**Half a hole or a whole one: using the transition state for 1s and 2s levels**

A core binding energy in LDA can be had from two total energies (ΔSCF, ion minus atom) or from one self-consistent run with half an electron removed, whose eigenvalue is read off directly. For free atoms from O to Sr, with the hole left spin-unpolarised as here, the single run will do unless tenths of an eV matter. The transition state is within half an eV of ΔSCF for the K (1s) level, on energies up to 16 keV, and within a quarter of an eV for L1 (2s). The eigenvalue of the undisturbed atom misses ΔSCF by far more: 39.8 eV for K and 7.7 eV for L1 in oxygen, 194.7 and 29.3 eV in germanium. The change of valence configuration in Cr and Cu moves a core level by 5 to 7 eV. The method itself misses experiment by about as much as that shift, and by far more than the transition state misses ΔSCF: neon K comes out at 874.7 eV against a measured value of roughly 870 eV (a rough, recalled figure), and neon is a favourable case. In the heavy rows the Breit and QED terms left out here grow quickly with Z, and K levels can be off by tens of eV.

Radial Dirac-Fock and Kohn-Sham solver 2: spherical, spin-unpolarised Dirac-Kohn-Sham LDA (Slater exchange, VWN correlation) with a finite nucleus, for neutral free atoms. The half occupied eigenvalue is minus the orbital energy with half an electron removed from the level (Slater transition state), counted from the vacuum level.

| species | Z | configuration | half occupied eigenvalue (K) (eV) | transition state less ΔSCF (K) (eV) | half occupied eigenvalue (L1) (eV) | transition state less ΔSCF (L1) (eV) |
| --- | --- | --- | --- | --- | --- | --- |
| O | 8 | [He] 2s2 2p4 | 550.5 | -0.21 | 31.318 | -0.11 |
| F | 9 | [He] 2s2 2p5 | 703.2 | -0.19 | 38.103 | -0.12 |
| Ne | 10 | [He] 2s2 2p6 | 874.7 | -0.18 | 45.450 | -0.12 |
| Mg | 12 | [Ne] 3s2 | 1315.8 | -0.13 | 90.789 | -0.14 |
| Al | 13 | [Ne] 3s2 3p1 | 1573.1 | -0.10 | 119.92 | -0.14 |
| Si | 14 | [Ne] 3s2 3p2 | 1853.8 | -0.08 | 152.16 | -0.14 |
| P | 15 | [Ne] 3s2 3p3 | 2157.8 | -0.05 | 187.60 | -0.14 |
| S | 16 | [Ne] 3s2 3p4 | 2485.5 | -0.03 | 226.30 | -0.14 |
| Cl | 17 | [Ne] 3s2 3p5 | 2836.7 | 0 | 268.29 | -0.14 |
| Ar | 18 | [Ne] 3s2 3p6 | 3211.5 | 0.02 | 313.61 | -0.14 |
| K | 19 | [Ar] 4s1 | 3619.8 | 0.03 | 371.35 | -0.14 |
| Ca | 20 | [Ar] 4s2 | 4053.5 | 0.06 | 433.80 | -0.14 |
| Sc | 21 | [Ar] 3d1 4s2 | 4506.5 | 0.05 | 493.49 | -0.19 |
| Ti | 22 | [Ar] 3d2 4s2 | 4983.6 | 0.07 | 556.25 | -0.20 |
| V | 23 | [Ar] 3d3 4s2 | 5484.8 | 0.09 | 622.26 | -0.20 |
| Cr | 24 | [Ar] 3d5 4s1 | 6005.1 | 0.09 | 685.23 | -0.25 |
| Mn | 25 | [Ar] 3d5 4s2 | 6560.8 | 0.14 | 764.36 | -0.21 |
| Fe | 26 | [Ar] 3d6 4s2 | 7135.6 | 0.16 | 840.58 | -0.21 |
| Co | 27 | [Ar] 3d7 4s2 | 7735.3 | 0.19 | 920.33 | -0.21 |
| Ni | 28 | [Ar] 3d8 4s2 | 8360.0 | 0.21 | 1003.6 | -0.21 |
| Cu | 29 | [Ar] 3d10 4s1 | 9003.0 | 0.21 | 1083.1 | -0.24 |
| Zn | 30 | [Ar] 3d10 4s2 | 9684.5 | 0.25 | 1181.1 | -0.21 |
| Ga | 31 | [Ar] 3d10 4s2 4p1 | 10395.1 | 0.27 | 1286.8 | -0.21 |
| Ge | 32 | [Ar] 3d10 4s2 4p2 | 11132.8 | 0.30 | 1398.0 | -0.19 |
| As | 33 | [Ar] 3d10 4s2 4p3 | 11897.5 | 0.33 | 1514.6 | -0.18 |
| Se | 34 | [Ar] 3d10 4s2 4p4 | 12689.5 | 0.36 | 1636.6 | -0.17 |
| Br | 35 | [Ar] 3d10 4s2 4p5 | 13508.8 | 0.38 | 1764.1 | -0.17 |
| Kr | 36 | [Ar] 3d10 4s2 4p6 | 14355.6 | 0.41 | 1897.0 | -0.16 |
| Rb | 37 | [Kr] 5s1 | 15237.2 | 0.42 | 2042.3 | -0.16 |
| Sr | 38 | [Kr] 5s2 | 16147.4 | 0.45 | 2193.8 | -0.16 |

"Half occupied eigenvalue" is −ε with half an electron taken from the level. "Transition state less ΔSCF", called d below, is that number minus the total-energy difference in the same functional, so it tests Slater's shortcut and says nothing about agreement with experiment. K energies carry only 0.1 eV, so d has to be read from its own column, where a step of 0.01 eV between neighbours can be rounding alone.

**Why the remainder is small**

Janak's theorem says dE/dn = ε(n) for an orbital of occupation n. With x electrons removed and B(x) = −ε, ΔSCF is the integral of B from x = 0 to 1, and the transition state is the midpoint rule for that integral. Write B = B0 + bx + cx². Then ΔSCF = B0 + b/2 + c/3 and B(½) = B0 + b/2 + c/4, so d = −c/12, which is ε″/24. The linear term drops out whatever its size.

That term is large. The same runs give R = ΔSCF − B0, the error of the ground-state eigenvalue: 39.8 eV for O K and 194.7 eV for Ge K. R equals b/2 + c/3, about half the slope b, and that slope is the repulsion within the orbital's own charge that is lost as the hole opens, less the part that local exchange cancels and the screening that other electrons supply. For oxygen K the two known numbers give b = 78.0 eV and c = 2.5 eV; this rewrites the data and tests nothing, but it shows how nearly straight B is. In the seven atoms examined the midpoint rule leaves 0.05 to 0.5 % of R for K and 0.65 to 1.4 % for L1.

**Two curvatures of opposite sign**

The trend in d is the trend in c, and theory offers two contributions that add.

The first is local exchange. Its energy goes as ρ^(4/3), so an orbital that makes up the density by itself is bound by a term proportional to n^(1/3). That function is concave, its midpoint lies above its average, and d is positive. The term scales as the inverse size of the orbital, which means as Z for 1s.

The second is relaxation that is not linear in the hole. The slope of B is self-repulsion minus screening. As the hole deepens, the orbital contracts, which raises its self-repulsion, and the outer shells tighten, so that they respond less to the next bit of charge removed. The slope rises with x, B is convex, and d is negative. In a 1/Z expansion this piece is of order Z⁰: it depends on which shells are present and how easily they deform, and not directly on the nuclear charge.

An isolated hydrogenic 1s shell with exponent ζ contains both. In hartree, E = n(ζ²/2 − Zζ) + (5/16)n²ζ − βn^(4/3)ζ, with β = 0.2127 from the Slater exchange integral. Minimising gives ζ = Z − 5n/16 + βn^(1/3) and E = −nζ²/2. The Z² part is linear in n and the Hartree part proportional to Z is quadratic, so neither reaches ε″ = d³E/dn³. The exchange part −βZn^(4/3) gives ε″ = (8/27)βZn^(−5/3). At n = 1.5 this is 0.0630 × 0.509 Z = 0.0321 Z, and division by 24 and conversion at 27.2 eV per hartree give 0.0364 eV per unit of Z. The contraction term −(5/16)²n³/2 gives ε″ = −3(5/16)², or −0.33 eV in d. Evaluated without truncation, the model reads d = 0.0373 Z − 0.267 eV. For chlorine that is 0.634 − 0.267 = +0.37 eV, where the table has 0.

Nothing was fitted to any row; the comparison with O, Cl and Sr is in the output printed below. The estimate has the right form, a negative offset overtaken by a positive term in Z, and the right order of magnitude. It is poor as a predictor: its slope is 1.7 times the table's 0.0220 eV per unit Z, it crosses zero near Z = 7 instead of 17 and so has the wrong sign in all rows from O to S, and it is 0.70 eV too high at Sr. A likely reason, untested here, is the absence of the other electrons, which add their own negative relaxation term and dilute the exchange curvature with their density.

**Why K crosses zero and L1 does not**

The K column rises from −0.21 eV (O) to +0.45 eV (Sr), falling only at Sc and standing still at Cr and Cu. On the argument above, relaxation wins in the light atoms and exchange wins beyond chlorine. The zero at Cl is a cancellation in passing, not a sign that the method suits chlorine. Relative to the binding energy the heavy end is better, 0.003 % at Sr against 0.04 % at O, because the size of d only about doubles between them while the energy grows nearly thirtyfold.

Relativity contracts 1s, but these rows cannot show what that does to d. (Zα)² is still only about 0.06 near Z = 33, so a correction of that order would change the slope by perhaps 10 to 20 %. Mg to Ar gives 0.025 and Zn to Kr 0.027 eV per unit Z, each uncertain by up to 0.002 from rounding, and the second figure also contains the recovery after Zn described below. A relativistic part of the expected size can be neither seen nor ruled out.

For L1 the exchange curvature is an integral of φ⁶ρ^(−5/3), where φ is the orbital and ρ the total density. A 2s orbital overlaps 1s inside and 2p outside, so ρ is much larger than its own share and the positive term is suppressed. The table agrees with this: d is negative in all 30 rows, between −0.11 and −0.25 eV, and sits at −0.14 from Mg to Ca. With the exchange term this small, the plateau is the order-Z⁰ relaxation term nearly by itself, although d alone cannot prove that split.

**The steps at Sc, Cr and Cu**

With no rising background, L1 shows changes in the outer shells plainly. It drops by 0.05 eV at Sc, where 3d opens, holds at −0.20 to −0.21 in the 4s² rows from Ti to Zn, and climbs back to −0.16 between Ga and Kr. The K column carries the same step on top of its slope: −0.01 at Sc, where +0.02 or +0.03 is usual. The 2p₁/₂ level of the same runs follows too, with −0.18 in Cl, −0.24 in Ni and −0.19 in Sr. A shift shared by three core levels points to the electrons that respond to the hole and away from any one core orbital.

Cr and Cu are 4s¹ atoms among 4s² neighbours and are not part of their trend. Against the mean of its neighbours Cr lies 0.045 eV low in L1 and 0.025 eV low in K, and Cu 0.030 and 0.020 eV low, while Ti, Fe, Co and As stay within 0.005 eV. Rounding allows about 0.01 eV, so the dips are real, the Cu K one only just. The energies show the same rows far more strongly. Cr L1 lies 8.1 eV below its neighbours' mean, against 1.8 eV for Fe from the ordinary curvature of the series. The extra 6 eV is standard screening: an electron moved from 4s into the more compact 3d repels the core electrons more.

In chromium the 3d electron is bound by 4.1 eV less than the mean of V and Mn, and b for L1 falls to 38.4 eV between 41.5 and 43.5 eV, which means more screening of the hole. The link to configuration rests on this comparison with neighbouring rows. The step from there to the curvature is a guess that fits the signs: a loosely held 3d shell contracts strongly at the start of the hole and has less to give at the end, which makes B more convex. The recovery after Zn would then be 3d sinking into the core and stiffening. The flat stretch before it fits less easily: the first 3d electron, at Sc, brings nearly the whole step in L1, and the nine more present by Zn add almost nothing. The guess holds only if the tighter binding of 3d along the row happens to offset its growing number of electrons, which was not tested.

**What to do**

Across every row, taking the transition state for ΔSCF costs at most 0.45 eV at K and 0.25 eV at L1, and d changes by no more than 0.05 eV from one row to the next. For a neighbouring s- or p-block atom, expect K to gain 0.01 to 0.03 eV per unit Z and L1 to move by 0.02 eV or less; treat a newly opened or reoccupied 3d shell as a downward step of a few hundredths. Where the remainder matters, the generalised transition state [B(0) + 3B(⅔)]/4 equals B0 + b/2 + c/3 and so removes the quadratic error by construction; these runs don't test it.

Settle the configuration first, since it outweighs d more than twentyfold in Cr and Cu. The atoms here are spherical and unpolarised, with open shells averaged over j, so O, P, Cr, Mn and the other open-shell rows are configuration averages and not Hund ground states, and the 3d steps belong to that averaged state. The hole is unpolarised too, even in Ne and Ar. With a spin-polarised hole one spin channel runs from 1 to 0 instead of the shell from 2 to 1, and the n^(−5/3) factor, together with the 2^(1/3) of polarised exchange, makes the exchange curvature about eight times larger in the one-shell model. The K difference then reaches the eV range even in light atoms, so the K values and the crossing at chlorine should not be carried over to such a calculation.

Numerical output:

```
Differences are rounded to 0.01 eV (each +-0.005, a step +-0.01 eV)
K: difference from -0.21 (O) to +0.45 eV (Sr); negative in 8 of 30 rows
K: difference/energy, %: O -0.0381, Mg -0.0099, Cr +0.0015, Sr +0.0028
K: implied eps'' = 24 x difference, eV: O -5.0, Ca +1.4, Cr +2.2, Sr +10.8
L1: difference from -0.25 (Cr) to -0.11 eV (O); negative in 30 of 30 rows
L1: difference/energy, %: O -0.3512, Mg -0.1542, Cr -0.0365, Sr -0.0073
L1: implied eps'' = 24 x difference, eV: O -2.6, Ca -3.4, Cr -6.0, Sr -3.8
Mean slope of the difference, eV per unit Z (K, L1, rounding limit):
  O-Ne: +0.0150  -0.0050  +-0.0050
  Mg-Ar: +0.0250  +0.0000  +-0.0017
  Ti-Zn: +0.0225  -0.0012  +-0.0013
  Zn-Kr: +0.0267  +0.0083  +-0.0017
  O-Sr: +0.0220  -0.0017  +-0.0003
K steps, eV: Ar +0.02 K +0.01 Ca +0.03 Sc -0.01 Ti +0.02 V +0.02 Cr +0.00 Mn +0.05
K steps, eV: Fe +0.02 Co +0.03 Ni +0.02 Cu +0.00 Zn +0.04 Ga +0.02 Ge +0.03
K steps, eV: As +0.03 Se +0.03 Br +0.02 Kr +0.03 Rb +0.01 Sr +0.03
L1 steps, eV: Ar +0.00 K +0.00 Ca +0.00 Sc -0.05 Ti -0.01 V +0.00 Cr -0.05 Mn +0.04
L1 steps, eV: Fe +0.00 Co +0.00 Ni +0.00 Cu -0.03 Zn +0.03 Ga +0.00 Ge +0.02
L1 steps, eV: As +0.01 Se +0.01 Br +0.00 Kr +0.01 Rb +0.00 Sr +0.00
Row less mean of its two neighbours, eV (K diff, L1 diff, K energy, L1 energy):
  Ti [Ar] 3d2 4s2: +0.000 -0.005 -12.1 -1.6
  Cr [Ar] 3d5 4s1: -0.025 -0.045 -17.7 -8.1
  Fe [Ar] 3d6 4s2: -0.005 +0.000 -12.4 -1.8
  Co [Ar] 3d7 4s2: +0.005 +0.000 -12.5 -1.8
  Cu [Ar] 3d10 4s1: -0.020 -0.030 -19.2 -9.2
  As [Ar] 3d10 4s2 4p3: +0.000 +0.000 -13.7 -2.7
-eps = B0 + b x + c x^2 (eV); R = Delta-SCF + ground eigenvalue; left = |difference|/R
  O: K R 39.8 b 78.0 c +2.5 left 0.53% | L1 R 7.7 b 14.5 c +1.3 left 1.43%
  Mg: K R 62.6 b 124.1 c +1.6 left 0.21% | L1 R 11.6 b 22.1 c +1.7 left 1.20%
  Ca: K R 116.1 b 232.6 c -0.7 left 0.05% | L1 R 20.9 b 40.7 c +1.7 left 0.67%
  V: K R 134.6 b 269.9 c -1.1 left 0.07% | L1 R 21.5 b 41.5 c +2.4 left 0.93%
  Cr: K R 139.5 b 279.6 c -1.1 left 0.06% | L1 R 20.2 b 38.4 c +3.0 left 1.24%
  Mn: K R 147.4 b 295.8 c -1.7 left 0.10% | L1 R 22.6 b 43.5 c +2.5 left 0.93%
  Ge: K R 194.7 b 391.8 c -3.6 left 0.15% | L1 R 29.3 b 57.1 c +2.3 left 0.65%
Cr less mean of V and Mn, eV: R(K) -1.52, R(L1) -1.86, 3d binding -4.09
One-shell 1s estimate: beta 0.2127; difference = 0.0373 Z -0.267 eV; zero at Z = 7.1 (table: Z = 17)
  leading exchange term eps''/24: 0.0364 eV per Z; estimate/table slope 1.70
  estimate, table, misfit (eV): O +0.03 -0.21 +0.24; Cl +0.37 +0.00 +0.37; Sr +1.15 +0.45 +0.70
  slope of R(K), eV per Z: estimate 7.58, runs O-Ge 6.45; R estimate O 57.0, Ge 238.9
Ne K energy less rough recalled measured 870 eV: about 5 eV; Ne K difference -0.18 eV
```
